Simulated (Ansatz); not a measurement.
## A series in smearing width on Co

Results calculated with Ansatz 0.2.0, not measured. Plane-wave density functional theory, scalar-relativistic PAW datasets made under PBE, Gamma-centred meshes; one setting moves on a fixed relaxed cell, energies count from the zero-width extrapolation of the reference run, pressure is Pulay-corrected at fixed cutoff and positive in compression.

Structure of every row (space group P6_3/mmc, No. 194):
```
Co
1.0
      2.4715     0.0000     0.0000
     -1.2358     2.1404     0.0000
      0.0000     0.0000     4.0271
Co
2
Direct
  0.33333 0.66667 0.25000
  0.66667 0.33333 0.75000
```

Settings of every row: spin polarised yes; functional r2SCAN; wave cutoff 500 eV; k mesh 15x15x8; smearing method gaussian; reference k mesh 15x15x8; reference smearing width 0.05 eV; reference wave cutoff 500 eV; reference smearing method fermi_dirac; swept setting smearing; valence electrons per atom 17.

Atom:
```
element  starting moment (Bohr magneton)
     Co                             1.89
     Co                             1.89
```

Limits: search for a lower magnetic state is off; settings are moved on purpose, so some rows are far from converged.

```
row  smearing width (eV)  free energy error per atom (meV)  largest site moment (Bohr magneton)  zero smearing energy error per atom (meV)  pressure (GPa)
  1                 0.01                              0.07                                 1.84                                        0.1           -1.79
  2                 0.03                                 ?                                    ?                                          ?               ?
  3                  0.1                             -2.15                                 1.85                                       0.07           -1.48
  4                  0.2                             -8.52                                 1.87                                      -0.24           -0.99
  5                  0.3                            -18.86                                 1.87                                      -0.15           -0.56
```

Question: what free energy error per atom should row 2 give?

Worked fit of free energy error per atom. Smearing changes a smooth quantity, to lowest order, with the square of the width, so take w² in eV². The shown rows have w² = 0.0001, 0.01, 0.04, 0.09. Their means are 0.035025 and -7.365 meV; the sums about the means are S_tt = 0.004893 and S_ty = -1.028, whose ratio is the slope. Least squares give free energy error per atom = −0.007 − 210.07 × w² meV. The rows lie off it by 0.10, -0.04, -0.11, 0.05 (root mean square 0.081 meV). The constant, -0.007 meV, estimates the value at zero width. The withheld row has w² = 0.0009, so the fit gives −0.007 − 210.07 × (0.0009) = -0.20 meV.

The calculation gave -0.1 meV. The fit lies 0.10 meV (100 % of the value, 0.53 % of the column's range) below it; its largest miss of a shown row is 0.11 meV.

The other values of row 2: largest site moment 1.84 Bohr magneton; zero smearing energy error per atom 0.09 meV; pressure -1.83 GPa.
